**Hand rules for the energy profile of a Li hop on graphene**

The table holds the image energies, path lengths and band forces of one climbing-image nudged elastic band for Li moving between neighbouring hollows of a 3×3 graphene cell (Ansatz 0.2.0, PBEsol, plane waves at 420 eV, 2×2×1 mesh). The program takes the barrier of 0.369 eV from the top image and tests three shapes on the four flank images: a cosine, the quartic Eb(1 − x²)², and a cosine plus one fitted second harmonic. The cosine runs 13 to 21 meV low, while the other two have rms errors of 3.6 and 2.9 meV, comparable with the 6 meV mismatch of mirror images. The output also inverts the rules to obtain the barrier from single rows and from the unsettled curvature at the top, and gives an order-of-magnitude hop rate at 300 K.

Calculated values. Li hopping between neighbouring hollows of a 3×3 graphene cell (LiC18), from a climbing-image nudged elastic band in Ansatz 0.2.0 with PBEsol and PAW, a 420 eV plane-wave cutoff, a 2×2×1 k mesh and 0.02 eV Gaussian smearing. The run was spin-polarised without starting moments, with relaxed ends and a limit of 0.05 eV/Å on the largest band force component.

## Numerical check

```python
# Table: climbing-image NEB energies, path lengths and band forces for a Li hollow-to-hollow hop on
# 3x3 graphene (Ansatz 0.2.0, PBEsol, plane waves 420 eV, 2x2x1 mesh). Tested: hand rules for the
# profile: cosine (A), quartic (B), cosine plus second harmonic (C), and their inversion to a barrier.
T = {
    'row': [1, 2, 3, 4, 5, 6, 7],
    'image_energy': [0.0, 0.107, 0.29, 0.369, 0.292, 0.113, 0.0],  # eV
    'image_path_length': [0.0, 0.414, 0.828, 1.242, 1.648, 2.055, 2.461],  # angstrom
    'image_band_force': [None, 0.003, 0.007, 0.013, 0.007, 0.003, None],  # eV/angstrom
}
import numpy as np
from scipy import constants as c
row = [int(r) for r in T['row']]
E = np.array(T['image_energy'], float); s = np.array(T['image_path_length'], float)
F = [f for f in T['image_band_force'] if f is not None]
# further outputs and geometry of the same run: Li move, lowest curvature at top, contacts
a, k_run, dLiC, dCC = 2.466, -0.96876, 2.181, 1.421
t = int(np.argmax(E)); Eb = E[t]; L = s[-1]; h1, h2 = s[t], L - s[t]; h = L/2
x = np.where(s <= s[t], (s[t]-s)/h1, (s-s[t])/h2)
I = [1, 2, 4, 5]
fA = np.cos(np.pi*x/2)**2; fB = (1-x**2)**2; g = np.sin(np.pi*x)**2
b = np.sum(g[I]*(E[I]-Eb*fA[I]))/np.sum(g[I]**2)
M = {'A': Eb*fA, 'B': Eb*fB, 'C': Eb*fA + b*g}
print(f"top: row {row[t]}, Eb = {Eb:.3f} eV; halves {h1:.3f} and {h2:.3f} A, mean h = {h:.3f} A")
print(f"path {L:.3f} A minus Li move {a:.3f} A = {L-a:+.3f} A; move*sqrt(18/19) = {a*np.sqrt(18/19):.3f} A")
print(f"rounding 0.0005 eV; mirror differences: rows 6-2 {E[5]-E[1]:+.3f}, rows 5-3 {E[4]-E[2]:+.3f} eV")
sl = 4*Eb*x[1]*(1-x[1]**2)/h
print(f"slope near row 2 (B) {sl:.2f} eV/A: mirror difference equals a shift of {(E[5]-E[1])/sl:.3f} A")
print(f"largest band force {max(F):.3f} eV/A; F^2/(2|k|) at top = {1e3*max(F)**2/(2*abs(k_run)):.2f} meV")
print(f"hand fractions: A 3/4, 1/4; B 64/81 = {64/81:.3f}, 25/81 = {25/81:.3f}; C fitted b = {b:.4f} eV ({100*b/Eb:.1f} % of Eb)")
print("row  x     E/Eb   E(eV) | A      B      C   | model-table (meV) A, B, C")
for i in I:
    print(f"{row[i]}  {x[i]:.3f}  {E[i]/Eb:.3f}  {E[i]:.3f} | " + "  ".join(f"{M[m][i]:.4f}" for m in M)
          + " | " + "  ".join(f"{1e3*(M[m][i]-E[i]):+.1f}" for m in M))
print("rows 1, 4, 7 are matched by construction")
R = {}
for m in M:
    r = M[m][I]-E[I]; j = int(np.argmax(abs(r))); R[m] = r
    print(f"rule {m}: rms {1e3*np.sqrt(np.mean(r**2)):.1f} meV, worst row {row[I[j]]} {1e3*r[j]:+.1f} meV "
          f"({100*r[j]/E[I[j]]:+.0f} % of the row, {100*r[j]/Eb:+.1f} % of Eb)")
print("barrier from a single row, eV (error against row 4):")
for i in I:
    print(f"  row {row[i]}: A {E[i]/fA[i]:.3f} ({100*(E[i]/fA[i]/Eb-1):+.0f} %), B {E[i]/fB[i]:.3f} ({100*(E[i]/fB[i]/Eb-1):+.1f} %)")
for p, q_ in ((2, 1), (4, 5)):
    v = 2*(E[p]-E[q_])
    print(f"barrier = 2(row {row[p]} - row {row[q_]}) = {v:.3f} eV ({100*(v/Eb-1):+.1f} %), rounding up to 0.002 eV")
q2 = (np.pi/h)**2
kt = {'A': -Eb*q2/2, 'B': -4*Eb/h**2, 'C': q2*(-Eb/2+2*b)}
kh = {'A': Eb*q2/2, 'B': 8*Eb/h**2, 'C': q2*(Eb/2+2*b)}
kfd = 2*np.polyfit(s[2:5], E[2:5], 2)[0]
print(f"curvature at top: run {k_run:.2f} (not settled), parabola through rows 3-5 {kfd:.2f} eV/A^2")
mLi = 6.94*c.atomic_mass; kT = c.k*300/c.e
for m in M:
    nu = np.sqrt(kh[m]*c.e*1e20/mLi)/(2*np.pi)
    print(f"  {m}: top {kt[m]:.2f} ({100*(kt[m]/k_run-1):+.0f} % vs run), hollow {kh[m]:.2f} eV/A^2, "
          f"Li frequency {nu/1e12:.0f} THz, rate 300 K {nu*np.exp(-Eb/kT):.0e} /s per direction")
eA, eB = 2*abs(k_run)/q2, abs(k_run)*h**2/4
print(f"barrier from run curvature: A {eA:.3f} ({100*(eA/Eb-1):+.0f} %), B {eB:.3f} ({100*(eB/Eb-1):+.1f} %) eV")
print(f"300 K: kT = {1e3*kT:.1f} meV, Eb/kT = {Eb/kT:.1f}, exp(-Eb/kT) = {np.exp(-Eb/kT):.0e}, decade per {kT*np.log(10):.3f} eV")
for m, f in (('A', fA), ('B', fB)):
    d = max(abs(E[i]/f[i]-Eb) for i in I)
    print(f"  worst single-row barrier error of {m}: {d:.3f} eV, rate factor {np.exp(d/kT):.1f}")
G2 = (4*np.pi/(np.sqrt(3)*a))**2
print(f"rule A off the path (untested): V0 = {Eb/4:.3f} eV, sideways curvature at bridge {Eb/4*G2/2:+.1f} eV/A^2, atop {9/8*Eb:.2f} eV")
z = np.sqrt(dLiC**2-dCC**2)
print(f"hollow height from contacts {z:.2f} A; bridge Li-C at that height {np.hypot(z, dCC/2):.2f} A vs {dLiC:.2f} A")
assert t == 3 and np.all(np.diff(E[:4]) > 0) and np.all(np.diff(E[3:]) < 0)
assert np.all(R['A'] < -abs(E[5]-E[1])) and b > 0
assert max(abs(R['B'])) < 0.5*max(abs(R['A']))
assert kfd < 0 and abs(kfd/k_run-1) < 0.1
```

It prints:

```
top: row 4, Eb = 0.369 eV; halves 1.242 and 1.219 A, mean h = 1.230 A
path 2.461 A minus Li move 2.466 A = -0.005 A; move*sqrt(18/19) = 2.400 A
rounding 0.0005 eV; mirror differences: rows 6-2 +0.006, rows 5-3 +0.002 eV
slope near row 2 (B) 0.44 eV/A: mirror difference equals a shift of 0.014 A
largest band force 0.013 eV/A; F^2/(2|k|) at top = 0.09 meV
hand fractions: A 3/4, 1/4; B 64/81 = 0.790, 25/81 = 0.309; C fitted b = 0.0213 eV (5.8 % of Eb)
row  x     E/Eb   E(eV) | A      B      C   | model-table (meV) A, B, C
2  0.667  0.290  0.107 | 0.0922  0.1139  0.1083 | -14.8  +6.9  +1.3
3  0.333  0.786  0.290 | 0.2767  0.2916  0.2928 | -13.3  +1.6  +2.8
5  0.333  0.791  0.292 | 0.2769  0.2917  0.2929 | -15.1  -0.3  +0.9
6  0.667  0.306  0.113 | 0.0921  0.1137  0.1081 | -20.9  +0.7  -4.9
rows 1, 4, 7 are matched by construction
rule A: rms 16.3 meV, worst row 6 -20.9 meV (-18 % of the row, -5.7 % of Eb)
rule B: rms 3.6 meV, worst row 2 +6.9 meV (+6 % of the row, +1.9 % of Eb)
rule C: rms 2.9 meV, worst row 6 -4.9 meV (-4 % of the row, -1.3 % of Eb)
barrier from a single row, eV (error against row 4):
  row 2: A 0.428 (+16 %), B 0.347 (-6.0 %)
  row 3: A 0.387 (+5 %), B 0.367 (-0.5 %)
  row 5: A 0.389 (+5 %), B 0.369 (+0.1 %)
  row 6: A 0.453 (+23 %), B 0.367 (-0.7 %)
barrier = 2(row 3 - row 2) = 0.366 eV (-0.8 %), rounding up to 0.002 eV
barrier = 2(row 5 - row 6) = 0.358 eV (-3.0 %), rounding up to 0.002 eV
curvature at top: run -0.97 (not settled), parabola through rows 3-5 -0.93 eV/A^2
  A: top -1.20 (+24 % vs run), hollow 1.20 eV/A^2, Li frequency 7 THz, rate 300 K 4e+06 /s per direction
  B: top -0.97 (+1 % vs run), hollow 1.95 eV/A^2, Li frequency 8 THz, rate 300 K 5e+06 /s per direction
  C: top -0.92 (-5 % vs run), hollow 1.48 eV/A^2, Li frequency 7 THz, rate 300 K 5e+06 /s per direction
barrier from run curvature: A 0.297 (-19 %), B 0.367 (-0.6 %) eV
300 K: kT = 25.9 meV, Eb/kT = 14.3, exp(-Eb/kT) = 6e-07, decade per 0.060 eV
  worst single-row barrier error of A: 0.084 eV, rate factor 25.4
  worst single-row barrier error of B: 0.022 eV, rate factor 2.4
rule A off the path (untested): V0 = 0.092 eV, sideways curvature at bridge +0.4 eV/A^2, atop 0.42 eV
hollow height from contacts 1.65 A; bridge Li-C at that height 1.80 A vs 2.18 A
```
